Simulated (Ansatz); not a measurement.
# Ligand exchange: GaH2Cl + KNH2 → GaH2(NH2) + KCl

Species: GaH2Cl `[Cl][GaH2]`, singlet; KNH2 `[NH2][K]`, singlet; GaH2(NH2), singlet; KCl, singlet. The partners trade Cl for NH2: Ga–Cl and K–NH2 bonds give way to Ga–NH2 and K–Cl.

Shapes, held fixed at every level: PBE0-D4/def2-TZVP. Programs: Ansatz 0.2.0. The zero-point and thermal change to 298 K, harmonic and unscaled (PBE0-D4/def2-TZVP), is +7.1 kJ/mol.

Q: Estimate ΔH(298 K) of this reaction.

A: The highest level, CCSD(T)/def2-TZVPP, gives ΔH(298 K) = -156.7 kJ/mol; the levels span -183.7 to -155.4. The column of differences is taken from that level and isn't an error. No measured value is set beside it here. Relativity is left out for Ga unless named. Correlated rows may include outer-core shells of Ga, K, which these sets cover unevenly.

```json
{"level": "HF/def2-SVP", "kind": "Hartree–Fock", "ΔH(298 K) (kJ/mol)": "-183.7", "less CCSD(T)/def2-TZVPP": "-27.0"}
{"level": "r2SCAN-D4/def2-TZVPP", "kind": "meta-GGA", "ΔH(298 K) (kJ/mol)": "-157.6", "less CCSD(T)/def2-TZVPP": "-0.9"}
{"level": "wB97M-V/def2-TZVPP", "kind": "range-separated hybrid", "ΔH(298 K) (kJ/mol)": "-155.4", "less CCSD(T)/def2-TZVPP": "+1.3"}
{"level": "wB97X-V/def2-TZVPP", "kind": "range-separated hybrid", "ΔH(298 K) (kJ/mol)": "-159.6", "less CCSD(T)/def2-TZVPP": "-2.9"}
{"level": "B2PLYP/def2-TZVPP", "kind": "double hybrid", "ΔH(298 K) (kJ/mol)": "-155.7", "less CCSD(T)/def2-TZVPP": "+1.0"}
{"level": "MP2/def2-TZVPP", "kind": "perturbation theory", "ΔH(298 K) (kJ/mol)": "-156.6", "less CCSD(T)/def2-TZVPP": "+0.1"}
{"level": "CCSD/def2-TZVPP", "kind": "coupled cluster or CI", "ΔH(298 K) (kJ/mol)": "-159.6", "less CCSD(T)/def2-TZVPP": "-2.9"}
{"level": "CCSD(T)/def2-TZVPP", "kind": "coupled cluster or CI", "ΔH(298 K) (kJ/mol)": "-156.7", "less CCSD(T)/def2-TZVPP": "0.0"}
```

The exchange is strongly exothermic at every level, and all the triple-zeta results fall between -159.6 and -155.4 kJ/mol, so neither its sign nor its approximate size depends on the treatment of correlation. The driving force is best seen as a competition between two Lewis acids for two anions. Amide is a much stronger base than chloride, and the small, polarising gallium(III) centre gains far more from it, through a strong polar-covalent σ bond with perhaps some nitrogen lone-pair donation into the empty Ga 4p orbital. Large, weakly polarising K⁺ binds both anions mainly electrostatically and discriminates less between them, so it gives up amide at modest cost.

HF/def2-SVP alone exaggerates the exothermicity markedly, probably because the small basis describes the anion-like amide in KNH2 poorly, on top of the missing correlation. The value applies to isolated monomers and can't be carried over to the bulk reaction, where the lattice energies of KNH2 and KCl and the association of the aminogallane through amide bridges also count.
